## Question

The bulk modulus $K$ is the pressure needed per unit of fractional volume loss. At $K = 29$ GPa, squeezing a crystal by one per cent takes about 0.29 GPa. The table holds values from density-functional calculations for seven fluorine-containing crystals, most of them invented.

Seven fluorine-containing crystals computed with Ansatz 0.2.0 using the PBE functional, scalar-relativistic PAW and a 420 eV plane-wave cutoff, without spin polarization or dispersion correction. The bulk modulus is the Voigt-Reuss-Hill average at zero temperature, from small strains of the given cell with the atoms relaxed under each strain.

```
        system    k mesh  occupations  smearing width  strain amplitude  space group  volume (Å³/atom)  shortest distance (Å)  bulk modulus (GPa)
Na3TeF (Pm-3m)     6x6x6        fixed            0 eV             0.002        Pm-3m             21.19                   2.37               29.10
 Na2HF (P-6m2)     9x9x4        fixed            0 eV             0.002        P-6m2             13.57                   2.38               31.60
 Na3SF (Pm-3m)     6x6x6        fixed            0 eV             0.002        Pm-3m             17.66                   2.23               35.80
CdTeF6 (Fm-3m)     6x6x6        fixed            0 eV             0.002        Fm-3m             20.54                   2.09               58.60
LiTlF3 (Pm-3m)  10x10x10  fermi dirac         0.15 eV             0.005        Pm-3m             11.79                   1.95               67.90
LiPbF3 (Pm-3m)     6x6x6        fixed            0 eV             0.002        Pm-3m             12.14                   1.97               77.00
 PtF2 (P4/mmm)  12x12x16  fermi dirac         0.15 eV             0.005       P4/mmm             15.63                   2.05               95.30
```

Three explanations are proposed for the spread in $K$.

- **A.** Tightly packed crystals are stiff, so $K$ follows the volume per atom, $v$.
- **B.** Crystals with short contacts are stiff, so $K$ follows the shortest distance between atoms, $d$, as $1/d^4$.
- **C.** Crystals with much ionic charge in a small space are stiff, so $K$ follows the electrostatic energy of the ions per unit volume.

(a) Use Na3TeF, CdTeF6 and Na2HF to test A.
(b) Derive B and estimate $K$ of CdTeF6 from that of Na3TeF.
(c) Can the numbers decide between B and C?
(d) Which crystal lies outside this picture, and why might it?

## Model answer

**(a)** A good test holds one quantity still while the other changes. CdTeF6 and Na3TeF have the same volume per atom to within about 3%. Explanation A therefore gives them nearly equal stiffness, yet CdTeF6 is twice as stiff. One thing that does differ is the shortest distance, 2.09 Å against 2.37 Å.

Na2HF supplies the reverse test. Its shortest distance is almost that of Na3TeF, but each atom has 36% less room. The bulk modulus is only 9% higher. The likely reason for the difference in room is the bulky telluride ion in Na3TeF, whereas Na2HF contains only the small anions hydride and fluoride.

Explanation A is tempting because it works in rock salt. There every atom fills a cube of edge $d$, so $v = d^3$, and volume and contact length carry the same information. The analogy ends where ions of very different size share a crystal or where a large site stays empty. In CdTeF6, the formula and cell suggest a framework of corner-sharing octahedra with empty space between them, and that space enters the volume per atom.

**(b)** Let the energy of one formula unit consist of an electrostatic attraction and a steep repulsion between electron shells:

$$U(d) = -\frac{A e^2}{d} + \frac{C}{d^{\,n}}$$

Here $e^2$ is the squared elementary charge in units that absorb the Coulomb constant. The number $A$ collects the ionic charges and their arrangement, while $C$ and $n$ set the strength and steepness of the repulsion. When the crystal is squeezed evenly, its volume per formula unit is $V = g d^3$, with $g$ fixed by the structure.

At rest the two forces balance, which eliminates $C$ and leaves the curvature $U'' = (n-1)Ae^2/d^3$. The bulk modulus is $K = V\,\mathrm{d}^2U/\mathrm{d}V^2$, which at rest equals $U''/(9 g d)$. Hence

$$K = \frac{(n-1)A}{9g}\,\frac{e^2}{d^4}$$

Three powers of $d$ come from the curvature of the energy and one more from turning length into volume. Explanation B adds the assumption that the first factor is about the same in every crystal.

The estimate for CdTeF6 then needs only Na3TeF and the two distances:

$$K \approx 29.1\ \text{GPa} \times \left(\frac{2.37}{2.09}\right)^4 \approx 48\ \text{GPa}$$

The calculation gives 58.6 GPa, so the estimate is 18% below it. It captures most of the stiffening that the volume per atom fails to show. The success depends partly on which contact is used. The symmetry of CdTeF6 puts each fluoride ion on a straight line between two different cations, so its second contact is about 2.26 Å, and the rule ignores it.

**(c)** Explanation C keeps the factor $A/g$ instead of taking it as constant. In CdTeF6 the empty space makes $g$ large, but the cations formally carry charges of 2+ and 4+, which makes $A$ large as well. The two effects work against each other. In explanation C, this is how a sparse framework can be stiff: little matter fills the volume, but the ions in it are strongly charged.

With full formal charges and the same $n$ for both crystals, explanation C makes CdTeF6 2.4 times as stiff as Na3TeF. The computed stiffness ratio is 2.0, and contact length by itself gives 1.7. The answer thus falls between B and C. The electrostatic sum for CdTeF6 is rough, because the positions of its ions were inferred from the cell and the shortest distance.

Over the five insulators, both explanations do about equally well. One common constant in B leaves a typical error of about 11% relative to the computed $K$, and C leaves about 14%. The numbers reject A but do not choose between B and C. The two are closely related in any case, since C contains the same factor $1/d^4$ and differs from B only through $A/g$. Beyond this set of crystals, the derivation favours C: doubling every charge at the same structure and contact length makes $A$ four times as large, and B takes no account of that.

**(d)** PtF2 is the clear exception. The constant found from the insulators gives it 57 GPa. Its tabulated modulus is an average of two bounds, one for uniform strain and one for uniform stress, and even the lower bound is 82 GPa.

PtF2 is metallic, and its platinum atoms follow one another along the short cell edge at 2.79 Å, roughly their spacing in platinum metal. Direct bonding between them would resist compression in a way that the ionic formula leaves out, and so would covalent bonding between platinum and fluorine. These are plausible causes, not tested ones. The size of the excess is also provisional. The elastic constants of metals can depend on the mesh used in the calculation. The notes supplied with the data also warn that the symmetric cell may be a saddle point, from which the atoms would move if allowed. That warning does not come from these runs, which show vanishing forces and stability against small strains but record neither vibrations nor the energy of displaced atoms.

## Remarks on the reasoning

**Choosing the pair matters more than the number of rows.** A student might compare Na3TeF with Na3SF and find that replacing telluride by sulfide stiffens the crystal. This is true, but both the volume and the shortest distance fall, so A and B each predict it. The pair is still useful as a check on size: B gives $29.1 \times (2.37/2.23)^4 \approx 37$ GPa, close to the computed 35.8 GPa.

**Explanation A was given the better chance and still lost.** In the fit to the five insulators, the volume was allowed any exponent, whereas the exponent of $d$ was set by the derivation. The volume rule misses by a typical factor of 1.4. Its exponent is so uncertain that even its sign is open. The printed output after this text lists the result for each crystal.

**The fourth power is a good first guess, not an exact law.** The contact lengths suggest that lithium centres the octahedra in LiPbF3 and fluoride those in Na3TeF. The two then have the same pattern of formal charges with every sign reversed, so $A$ and $g$ are equal. The formula then makes LiPbF3 $(2.37/1.97)^4 \approx 2.1$ times as stiff, while the table gives a ratio of $77.0/29.1 \approx 2.6$. Within the model, the difference must come from a steeper repulsion or from real charges that depart from the formal ones, and the table does not tell which. The symmetric cell of LiPbF3 also carries the same saddle-point warning as that of PtF2, and these runs do not test it either. If the atoms did settle elsewhere, the modulus could change.

**Small differences in contact length should not be used for ranking.** LiTlF3 has a slightly shorter contact than LiPbF3, and B makes it 4% stiffer, but the calculation finds it 12% softer. That mismatch is within what two typical errors of the rule, one for each crystal, can add up to. LiTlF3 is moreover a metal, so its modulus can depend on the mesh, and it was computed with other settings than its insulating neighbour. It was also computed without spin, so a magnetic state of lower energy may have been missed. The untested saddle-point warning applies to both cells.

**For practical use,** look first at the closest contact between ions of opposite charge and at the size of their charges, not at the volume per atom. If a substitution shortens that contact by 5% and leaves the charges, the structure and the type of bonding alone, the rule predicts that $K$ rises by roughly 23%. For the insulators here, the rule with its common constant is off by at most about 15%. PtF2 is a warning that the rule can fail badly outside the insulators it was fitted to.

Printed output of the fit:

```
fit of log(bulk_modulus) on 5 rows (ins): constant 5.592 +/- 2.6, coefficient of log(vol) -0.6509 +/- 0.91; rms 0.35, worst CdTeF6 (Fm-3m) -0.445, leave-one-out rms 0.647
  rows outside the fit (model, value, miss): LiTlF3 (Pm-3m) 3.987, 4.218, -0.231; PtF2 (P4/mmm) 3.803, 4.557, -0.754
fit of log(bulk_modulus / scale) on 5 rows (ins): constant -0.8227 +/- 0.053; rms 0.106, worst Na3SF (Pm-3m) 0.135, leave-one-out rms 0.132
  rows outside the fit (model, value, miss): LiTlF3 (Pm-3m) -0.8227, -0.8544, 0.0317; PtF2 (P4/mmm) -0.8227, -0.3153, -0.507
Rivals against computed K (Born factor 0 means not estimated):
             row  K GPa  K from volume GPa  volume miss %  K from contact GPa  contact miss %  Born factor n-1
  Na3TeF (Pm-3m)   29.1              36.78          26.39               32.12           10.38            5.174
   Na2HF (P-6m2)   31.6              49.16          55.56               31.58        -0.05306            4.684
   Na3SF (Pm-3m)   35.8              41.41          15.68               40.98           14.46            4.992
  CdTeF6 (Fm-3m)   58.6              37.53         -35.95               53.11          -9.368            4.297
  LiTlF3 (Pm-3m)   67.9              53.87         -20.66               70.09           3.218            5.525
  LiPbF3 (Pm-3m)     77              52.85         -31.36               67.28          -12.62            6.514
   PtF2 (P4/mmm)   95.3              44.84         -52.95               57.38          -39.79                0
Mean Born factor n-1 over the insulators: 5.081
Rms scatter of ln K in the formal-charge model: 0.1393
CdTeF6 over Na3TeF, volume per atom: 0.9693
CdTeF6 over Na3TeF, K: 2.014
CdTeF6 over Na3TeF, K expected from contact: 1.654
CdTeF6 over Na3TeF, formal-charge Coulomb scale: 2.424
Na2HF over Na3TeF, volume per atom: 0.6404
Na2HF over Na3TeF, K: 1.086
LiTlF3 over LiPbF3, K: 0.8818
LiTlF3 over LiPbF3, K expected from contact: 1.042
PtF2, lower bound of K over K from contact: 1.429
```
